Plane Couette flow by the two-sided Maxwellian (Lees) method: response of an oscillating disk damped by CH₄

Question. A disk of radius R oscillates torsionally in CH₄ between two fixed plates, each at distance H. How does the damping respond when p, H, molecular mass m, T or wall accommodation changes?

Result. For Maxwell molecules, low Mach number and relative wall speed U,
τ = μU/[H + 2λ(2−σ)/σ], λ ≡ (μ/p)√(πkT/2m),
with σ the diffusely reflected fraction at both walls. For σ = 1, 1/τ = 1/τ_cont + 1/τ_fm, where τ_cont = μU/H and τ_fm = GU, G = ρ√(kT/2πm), is the exact free-molecular stress. With U = Ωr on both faces, torque/Ω is C = πR⁴μ/(H + 2λ), proportional to the gas part of the logarithmic decrement.

Reference state. Typical μ ≈ 11.1 µPa s at 298 K, μ ∝ T^s with s ≈ 0.84 (s = 1 for Maxwell molecules), M = 16.04 g/mol, p = 10 Pa (75 mTorr), H = 1.0 mm, R = 35 mm, σ = 1. Then λ = Kn·H = 0.547 mm, C = 25 nN m s, and the walls hold the share w = 2λ/(H + 2λ) = 0.52 of the resistance 1/τ = (H/μ + 1/G)/U.

Reasoning. Each change acts on the bulk term H/μ (weight 1−w) and the wall term 1/G (weight w).
Pressure raises only G, so C rises, with diminishing return.
A wider gap raises only the bulk term, so C falls less than 1/H.
CH₄ → CD₄ (20.07 g/mol; same potential, classical motion, internal motion neglected) scales μ and G = p√(m/2πkT) alike by √m, so λ is unchanged.
Heating at fixed p raises μ but lowers G, so the two nearly cancel. At fixed ρ both rise.
Partly specular walls enlarge the wall term, so C falls.

Calculation (exponent n = ∂lnC/∂lnX at the reference state; ratio from the full formula):
p → 20 Pa: n = w = 0.52; C/C₀ = 1.35
H → 2.0 mm: n = −(1−w) = −0.48; 0.68
CD₄: n = 1/2; 1.12
T → 373 K, fixed p: n = s(1−w) − w/2 = 0.14; 1.02
T → 373 K, fixed ρ: n = s(1−w) + w/2 = 0.66; 1.16
σ → 0.90: n = 2w = 1.04; 0.90
The isobaric exponent vanishes at Kn = s: below 6.5 Pa at 298 K heating reduces the damping.

Proof. Walls lie at y = 0 (at rest) and y = H (speed U along x). Take Maxwellians of common ρ and T drifting at u₁(y) for ξ_y > 0 and u₂(y) for ξ_y < 0; f is the number density in velocity space. Half-range integrals give
u = (u₁+u₂)/2, τ ≡ −m∫ξ_xξ_y f dξ = G(u₂−u₁), m∫ξ_xξ_y² f dξ = pu.
The ξ_x moment of the Boltzmann equation gives dτ/dy = 0. For Maxwell molecules collisions relax the stress at the rate p/μ, so the ξ_xξ_y moment gives d(pu)/dy = (p/μ)τ, hence u(H) − u(0) = τH/μ. At the lower wall u₁ = (1−σ)u₂, so u₂ = τ/(σG) and u(0) = (2−σ)τ/(2σG); the upper wall slips equally. Adding, U = τ[H/μ + (2−σ)/(σG)], and μ/G = 2λ. Finally CΩ = 2∫₀ᴿ τ r·2πr dr.

Limits. Unsteadiness is negligible: ωH²ρ/μ = 3.7×10⁻⁶ for a 10 s period. A rim of thickness d = 0.5 mm, at the free-molecular stress, adds 2d/(Rw) = 5 % to C. The method omits the Knudsen layer: at small Kn the BGK model has a slip length of approximately 1.15λ instead of λ, while the free-molecular limit needs no correction. Using 1.15λ to size the omission lowers C by 7 % and turns the ratios for p, H and isobaric heating into 1.39, 0.69 and 1.01 (exponent 0.09). The large responses survive; for isobaric heating only near-cancellation is established, and a drift of σ by 0.02 would mask it.